# Worked problem: section fringes of a type IIa diamond plate, 400 reflection

A perfect crystal lit through a narrow slit in Laue geometry gives a section topograph ruled with Pendellösung fringes. Their pattern follows from Kato's spherical-wave solution (1961). We compute it before looking at a plate, so that departures can be read as strain.

## Statement

A type IIa diamond plate has (001) faces and thickness $t = 500\ \mu$m. It is set for the 400 reflection, whose planes are normal to the faces (symmetric Laue case). One edge of the exit face is bevelled at $\alpha = 10^\circ$, so that there $t = y\tan\alpha$, with $y \parallel [010]$ normal to the plane of diffraction and counted from the sharp edge. The entrance face is flat.

Assumed set-up: unpolarised Mo K$\alpha_1$ radiation, a focal spot $s = 0.10$ mm wide in the plane of diffraction at $L = 0.50$ m, a slit along $y$ of width $w = 10\ \mu$m (normal to the beam) just before the crystal, a detector normal to the diffracted beam, $T = 300$ K.

Typical values:

| quantity | value |
|---|---|
| wavelength $\lambda$ | 0.7093 Å |
| lattice parameter $a$ | 3.567 Å |
| atomic mass $M_{\rm C}$ | 12.011 u |
| free-atom form factor $f_0$ at 400 | 1.59 |
| dispersion correction $f'$ (neglected) | 0.003 |
| mass attenuation coefficient $\mu/\rho$ | 0.58 cm$^2$/g |

The Debye temperature is the compiled value $\Theta = 2250$ K (Råsander 2015, temperature not stated).

1. Find the Pendellösung length $\Lambda$ for both polarisations and test the spherical-wave condition.
2. Locate the dark fringes in the parallel-sided part and decide which can be seen.
3. Give the fringe shape on the bevel.
4. Find the curvature of the (400) planes that shifts the central fringe phase by half a fringe.

## Why the formula holds

**Conventions.** $z$ is the depth, and $x \parallel [100]$ lies along the faces with origin at the entrance point. The forward and diffracted directions are $\hat s_0 = (\sin\theta, \cos\theta)$ and $\hat s_h = (-\sin\theta, \cos\theta)$ in $(x,z)$. Time dependence is $e^{-i\omega t}$. The susceptibility is $\chi_h = -r_e\lambda^2F_h/(\pi V)$, and $C = 1$ ($\sigma$) or $\cos2\theta$ ($\pi$).

The envelopes obey the Takagi–Taupin equations at the exact Bragg setting. The $\chi_0$ terms give a common factor $\exp[i\pi\chi_0 z/(\lambda\cos\theta)]$, which we remove:

$$(\partial_z+\tan\theta\,\partial_x)D_0 = i\kappa_{\bar h}D_h,\qquad (\partial_z-\tan\theta\,\partial_x)D_h = i\kappa_hD_0,$$

$$\kappa_{h} = \frac{\pi C\chi_{h}}{\lambda\cos\theta},\qquad \kappa = \sqrt{\kappa_h\kappa_{\bar h}} = \frac{\pi}{\Lambda},\qquad \Lambda = \frac{\lambda\cos\theta}{|C|\sqrt{\chi_h\chi_{\bar h}}}.$$

**One plane wave.** A component $e^{iqx}$ with $D_0 = 1$, $D_h = 0$ at $z=0$ has

$$D_h(q,t) = i\kappa_h\,\frac{\sin\!\big(\kappa t\sqrt{1+\eta^2}\big)}{\kappa\sqrt{1+\eta^2}},\qquad \eta = \frac{q\tan\theta}{\kappa}.$$

At $\eta = 0$ the intensity is $\sin^2(\pi t/\Lambda)$, so $\Lambda$ is the depth period of the intensity. An angular offset $\Delta\theta$ gives $q = (2\pi/\lambda)\cos\theta\,\Delta\theta$, hence $\eta = \Delta\theta\,\Lambda/d$. The range $|\eta|\le1$ is the acceptance $\omega = 2d/\Lambda$.

**Superposition.** A source on the entrance face, $D_0(x,0) = \delta(x)$, weights all $q$ equally. With $X = x/\tan\theta$ and $k = q\tan\theta$,

$$D_h(x,t) = \frac{i\kappa_h}{2\pi\tan\theta}\int_{-\infty}^{\infty}\! dk\; e^{ikX}\,\frac{\sin\big(t\sqrt{\kappa^2+k^2}\big)}{\sqrt{\kappa^2+k^2}}.$$

The fraction is an even function of the root, so it is entire in $k$ and grows no faster than $e^{t|{\rm Im}\,k|}$. For $|X|>t$ the contour closes in one half-plane and the integral vanishes. For $|X|<t$, eliminating $D_0$ gives $(\partial_z^2-\partial_X^2+\kappa^2)D_h = 0$. A function of $\varsigma = \sqrt{z^2-X^2}$ then obeys $g''+g'/\varsigma+\kappa^2g = 0$, whose solution finite at the edges is $J_0(\kappa\varsigma)$. The jump at the edges comes from large $k$, where $\kappa$ drops out and the integral becomes Dirichlet's, equal to $\pi$. The jump is therefore the same at every depth, and the two edge values fix the solution inside:

$$\boxed{D_h = \frac{i\kappa_h}{2\tan\theta}\,J_0\!\Big(\frac{\pi t}{\Lambda}\sqrt{1-p^2}\Big),\quad p = \frac{x}{t\tan\theta},\quad |p|<1;\qquad D_h = 0 \ \text{for}\ |p|>1.}$$

The region $|p|<1$ is the Borrmann triangle. The intensity is $\propto C^2|J_0|^2e^{-\mu t/\cos\theta}$, with one absorption factor for all $p$ because every zigzag path along $\hat s_0$ and $\hat s_h$ has length $t/\cos\theta$.

## Solution

### 1. Pendellösung length and validity

Geometry: $d = a/4 = 0.89175$ Å, $\sin\theta/\lambda = 1/2d = 0.5607$ Å$^{-1}$, $\sin\theta = 0.3977$, $\theta = 23.43^\circ$, $\cos\theta = 0.9175$, $\tan\theta = 0.4335$, $\cos2\theta = 0.6837$, $V = a^3 = 45.38$ Å$^3$.

Debye–Waller factor in the Debye model, with $x_D = \Theta/T = 7.5$:

$$B = \frac{6h^2}{M_{\rm C}k_B\Theta}\Big[\frac14+\frac{1}{x_D^2}\int_0^{x_D}\!\frac{\xi\,d\xi}{e^\xi-1}\Big] = 0.4252\ \text{Å}^2\times[0.25+0.0292] = 0.1187\ \text{Å}^2.$$

The integral is 1.640. Then $M = B(\sin\theta/\lambda)^2 = 0.1187\ \text{Å}^2\times0.3144\ \text{Å}^{-2} = 0.0373$ and $e^{-M} = 0.9634$.

For $h+k+l = 4$ all eight atoms of the cell scatter in phase: $F = 8f_0e^{-M} = 12.25$. With $r_e = 2.818\times10^{-5}$ Å,

$$|\chi_h| = \frac{2.818\times10^{-5}\ \text{Å}\times(0.7093\ \text{Å})^2\times12.25}{\pi\times45.38\ \text{Å}^3} = 1.218\times10^{-6},$$

$$\Lambda_\sigma = \frac{0.7093\ \text{Å}\times0.9175}{1.218\times10^{-6}} = 53.4\ \mu\text{m},\qquad \Lambda_\pi = \frac{\Lambda_\sigma}{0.6837} = 78.1\ \mu\text{m}.$$

These are the model's values, and we carry $\Lambda = \Lambda_\sigma = 53.4\ \mu$m from here on. The neglected $f'$ is 0.2 % of $f_0$, and a 20 % change in $B$ would move $\Lambda$ by 0.7 %. The free-atom $f_0$ ignores bonding.

**Spherical-wave condition.** The acceptance is $\omega = 1.7835\ \text{Å}/53.4\ \mu\text{m} = 3.34\ \mu$rad (0.69 arcsec). Each point of the slit sees a divergence $s/L = 200\ \mu$rad, which is 60 times larger, so the flat weighting in $q$ holds. In real space, the coherence width at the slit is $\lambda L/s = 0.35\ \mu$m. The slit thus acts as a row of mutually incoherent sources on the entrance face, and the intensity is the $J_0^2$ pattern convolved with the slit.

**Absorption.** $\rho = 8M_{\rm C}/V = 3.516$ g/cm$^3$, $\mu = 2.04$ cm$^{-1}$, $\mu t/\cos\theta = 0.111$, transmission 0.89. The absorptive part of $\chi_h$ gives the Bessel argument an imaginary part $\epsilon$. It cannot exceed the absorptive part of $\chi_0$, so $\epsilon\le\mu t/(2\cos\theta) = 0.056$. For a large real part $\zeta$, $|J_0(\zeta+i\epsilon)|^2\approx(2/\pi\zeta)[\cos^2(\zeta-\pi/4)+\sinh^2\epsilon]$. The zeros fill to at most $2\sinh^2\epsilon = 0.006$ of the local mean, which we neglect.

### 2. Fringes in the parallel-sided part

The base of the triangle is $2t\tan\theta = 433\ \mu$m on the exit face and $2t\sin\theta = 398\ \mu$m on the detector. Let $u = x\cos\theta = p\,t\sin\theta$ be the detector distance from the centre, with edges at $\pm199\ \mu$m.

The argument $\zeta = A\sqrt{1-p^2}$ runs from zero at the edges to $A = \pi\times500\ \mu\text{m}/53.4\ \mu\text{m} = 29.42$ at the centre. Dark $\sigma$ fringes lie at the zeros $j_n$ of $J_0$:

$$u_n = \pm\sin\theta\sqrt{t^2-(j_n\Lambda/\pi)^2}.$$

Since $j_9 = 27.49 < A < j_{10} = 30.63$, each side holds nine. For $\pi$ polarisation the central argument is $|C|A = 20.11$, between $j_6$ and $j_7$, so each side holds six.

Two effects reduce what is seen.

*Slit.* Its footprint $w/\cos\theta$ on the entrance face projects back to $w$ on the detector. A locally periodic fringe of period $g$ keeps the fraction $S = \sin(\pi w/g)/(\pi w/g)$ of its modulation, which vanishes at $g = w$.

*Polarisation.* With $|C| = 0.6837$ and $J_0^2(\zeta)\approx(1+\sin2\zeta)/(\pi\zeta)$,

$$I\propto J_0^2(\zeta)+C^2J_0^2(|C|\zeta)\approx\frac{1+|C|+\sin2\zeta+|C|\sin2|C|\zeta}{\pi\zeta}.$$

The two systems are in step at $\zeta = m\pi/(1-|C|) = 9.93,\ 19.9,\ 29.8$ and in opposition at $4.97,\ 14.9,\ 24.8$, where the visibility drops to $(1-|C|)/(1+|C|) = 0.19$. At a $\sigma$ zero the remaining intensity over the local mean is $R_n = |C|\,(1+\sin2|C|j_n)/(1+|C|)$.

| $n$ | $j_n$ | $u_n$ ($\mu$m) | gap $g = u_n-u_{n+1}$ ($\mu$m) | $S$ | $R_n$ |
|---|---|---|---|---|---|
| 9 | 27.49 | 71 | | | 0.4 |
| 8 | 24.35 | 112 | 41 | 0.9 | 0.8 |
| 7 | 21.21 | 138 | 26 | 0.8 | 0.1 |
| 6 | 18.07 | 157 | 19 | 0.6 | 0.2 |
| 5 | 14.93 | 171 | 14 | 0.4 | 0.8 |
| 4 | 11.79 | 182 | 11 | 0.1 | 0.2 |
| 3 | 8.65 | 190 | 8 | | |
| 2 | 5.52 | 195 | 5 | | |
| 1 | 2.40 | 198 | 3 | | |

A perfect plate of this model shows clear dark lines 9, 7 and 6 on each side and only shallow dips at 8 and 5. From $n = 4$ outward the gaps fall to the slit width and below, and the fringes merge into a bright margin, since the mean intensity rises as $1/\zeta$. Faint fringes near orders 8 and 5 are a polarisation beat and say nothing about defects.

The inner positions are sensitive to the inputs: 1 % in $\Lambda$ changes $A$ by 0.29 rad and moves $u_9$ by about 5 $\mu$m. In practice $t/\Lambda$ is fitted to the pattern.

### 3. The bevel

The equations contain no $y$ derivative, so each slice $y$ is a plate of local thickness $t = y\tan\alpha$. Constant $\zeta = j_n$ means

$$y^2\tan^2\alpha-\frac{x^2}{\tan^2\theta} = \Big(\frac{j_n\Lambda}{\pi}\Big)^2 .$$

These are hyperbolae with asymptotes $x = \pm t\tan\theta$, the traces of the forward and diffracted beam edges.

The detector records the coordinate normal to $\hat s_h$, counted from the ray diffracted at the entrance point: $u' = x\cos\theta+t\sin\theta$. The fringes become

$$u'\,(2y\tan\alpha\sin\theta-u') = (j_n\Lambda\sin\theta/\pi)^2 .$$

They remain hyperbolae, but sheared. One asymptote runs along $y$, and the other makes the angle $\arctan(2\tan\alpha\sin\theta) = \arctan 0.140 = 8.0^\circ$ with it.

On the centre line $x = 0$ the $\sigma$ fringes cross at $t_n = j_n\Lambda/\pi = 40.9,\ 93.8,\ 147.1\ \mu$m. In units of $\Lambda$ these are 0.765, 1.757 and 2.755, tending to $n-\tfrac14$, whereas a plane wave at $\eta = 0$ is dark at $t = n\Lambda$. The quarter-period offset is the mark of the spherical wave. The first crossing lies at $y_1 = t_1/\tan\alpha = 232\ \mu$m, and the spacing tends to $\Lambda/\tan\alpha = 303\ \mu$m. The polarisation beat repeats every $\Lambda/(1-|C|) = 169\ \mu$m of thickness and already weakens the second fringe.

### 4. Sensitivity to curved planes

Let the (400) planes be curved with radius $R_c$, through a displacement $u_x = z^2/2R_c$. The local tilt $z/R_c$ depends on depth only, so the Fourier components in $x$ stay independent. Apart from a phase common to all of them, each has $\eta(z) = \eta_0+\beta z$, with $|\beta| = \Lambda/(dR_c)$. The sign of $\beta$ only interchanges the branches, so take $\beta > 0$. If $\beta\Lambda/\pi\ll1$, the two branches of the dispersion surface are followed adiabatically and collect the phases $\pm\kappa\int_0^t\sqrt{1+\eta^2}\,dz$.

At $x = 0$ the phase is stationary in $\eta_0$ when $\int_0^t\eta\,dz/\sqrt{1+\eta^2} = 0$, that is for $\eta$ running from $-\eta_e$ to $+\eta_e$ with $\eta_e = \beta t/2$. The fringe phase $A$ is replaced by

$$A' = A\,\frac{\eta_e\sqrt{1+\eta_e^2}+\operatorname{arsinh}\eta_e}{2\eta_e} = A\Big(1+\frac{\eta_e^2}{6}-\dots\Big).$$

It grows for either sign of curvature, so new fringes emerge from the centre. Half a fringe is $A'-A = \pi/2$, or $A'/A-1 = \Lambda/2t = 0.0534$, with root $\eta_e = 0.58$ ($\sigma$ polarisation). Since one unit of $\eta$ is $\omega/2$, the tilt across the plate is

$$\Delta\theta = \eta_e\,\omega = 0.58\times3.34\ \mu\text{rad} = 1.9\ \mu\text{rad}\ (0.40\ \text{arcsec}),\qquad R_c = t/\Delta\theta = 2.6\times10^2\ \text{m}.$$

The adiabatic parameter is $\beta\Lambda/\pi = 2\eta_e/A = 0.04$, small as required.

The same phase shift would follow from $\Lambda/2 = 26.7\ \mu$m of extra thickness, so a second signature is needed. On the branch with phase $+$ the weights are $|D_0|^2 = (1-P)/2$ and $|D_h|^2 = (1+P)/2$, with $P = \eta/\sqrt{1+\eta^2}$, and on the other branch they are interchanged. Entering at $-\eta_e$ and leaving at $+\eta_e$, the branches deliver diffracted amplitudes $(1\pm P_e)/2$. The central visibility is then $(1-P_e^2)/(1+P_e^2) = 1/(1+2\eta_e^2) = 0.60$, against unity for a perfect plate of any thickness in $\sigma$ polarisation.

The test has a blind spot. Write $x = (s_0-s_h)\sin\theta$ and $z = (s_0+s_h)\cos\theta$. A displacement $u_x\propto xz\propto s_0^2-s_h^2$, in which flat planes fan out, is a sum of a function of $s_0$ and a function of $s_h$. The first is absorbed in the phase of $D_h$ and the second in that of $D_0$, and $|D_h|^2$ from a point source is unchanged. Straight, fully modulated Kato fringes therefore certify that $\partial^2(\mathbf h\cdot\mathbf u)/\partial s_0\partial s_h$ is small, which in this model corresponds to a plane curvature radius beyond a few hundred metres, while leaving such a fan undetected.